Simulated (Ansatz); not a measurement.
Computed with Ansatz 0.2.0, DFT PBE, scalar-relativistic, plane waves, PAW. Settings: cutoff 420 eV, Γ-centred meshes spaced at most about 0.3 Å⁻¹, and about 0.25 Å⁻¹ or finer for metals (2π included), Gaussian smearing. No spin polarisation in the final relaxations.

All energies are static (0 K, no zero-point motion).

Compare these two cells of CuSn3, each relaxed at this level.

A.

```cif
data_structure
_symmetry_space_group_name_H-M 'P6/mmm'
_symmetry_Int_Tables_number 191
_cell_length_a 5.1951
_cell_length_b 5.1951
_cell_length_c 4.9870
_cell_angle_alpha 90.000
_cell_angle_beta 90.000
_cell_angle_gamma 120.000
_cell_volume 116.56
loop_
_atom_site_label
_atom_site_type_symbol
_atom_site_symmetry_multiplicity
_atom_site_Wyckoff_symbol
_atom_site_fract_x
_atom_site_fract_y
_atom_site_fract_z
_atom_site_occupancy
Cu1 Cu 1 b 0.00000 0.00000 0.50000 1
Sn1 Sn 2 d 0.33333 0.66667 0.50000 1
Sn2 Sn 1 a 0.00000 0.00000 0.00000 1
```

B.

```cif
data_structure
_symmetry_space_group_name_H-M 'Fm-3m'
_symmetry_Int_Tables_number 225
_cell_length_a 7.2663
_cell_length_b 7.2663
_cell_length_c 7.2663
_cell_angle_alpha 90.000
_cell_angle_beta 90.000
_cell_angle_gamma 90.000
_cell_volume 383.66
loop_
_atom_site_label
_atom_site_type_symbol
_atom_site_symmetry_multiplicity
_atom_site_Wyckoff_symbol
_atom_site_fract_x
_atom_site_fract_y
_atom_site_fract_z
_atom_site_occupancy
Cu1 Cu 4 a 0.00000 0.00000 0.00000 1
Sn1 Sn 4 b 0.50000 0.00000 0.00000 1
Sn2 Sn 8 c 0.25000 0.75000 0.75000 1
```

Question: Which would you expect to be lower, and how large is the difference?

Answer: B is lower, by 107 meV/atom. A has space group P6/mmm (No. 191), 29.1 Å³/atom and no gap on its mesh; B has the BiF3 (D0_3) type, space group Fm-3m (No. 225), 24.0 Å³/atom and no gap. Counting all near atoms (those within 1.25 times the shortest distance at each site; a plus sign parts nearer from farther groups; a slash parts the counts of unlike sites), A has Cu 2+6, Sn 2/6 and B has Cu 8+6, Sn 8+6. The denser one is the lower, and pressure would at first widen the difference. Even the lower one lies +0.26 eV/atom against the reference forms of the elements (uncorrected), so neither is stable at this level. Both come from invented guesses. A third cell relaxed alike, in I4/mmm (a Materials Project cell), lies 31 meV/atom below the lower of the two.

Cells relaxed within their symmetry can be saddle points.

The preference for B fits the metallic character of both phases. In A, one third of the tin atoms sit in linear chains with only two close copper neighbours, leaving much of the surrounding space empty. Delocalised Sn 5s and 5p electrons gain more from many moderate contacts than from a few short ones, so this open arrangement is probably the main source of its higher energy.

B packs better but has a weakness of its own. Its bcc-derived lattice forces the nearest Cu–Sn and Sn–Sn distances to be equal, so the smaller copper atom occupies a site sized largely by tin, and its bonds to tin are probably stretched. With a filled Cu 3d shell and only a small electronegativity difference, there is little d-bonding or charge transfer to compensate. The positive formation energy agrees with the known Cu–Sn system, whose intermetallics are much richer in copper. The lower-lying I4/mmm cell shows that B is not the ground state at this composition, so the comparison ranks two motifs rather than identifying the preferred structure of CuSn3.
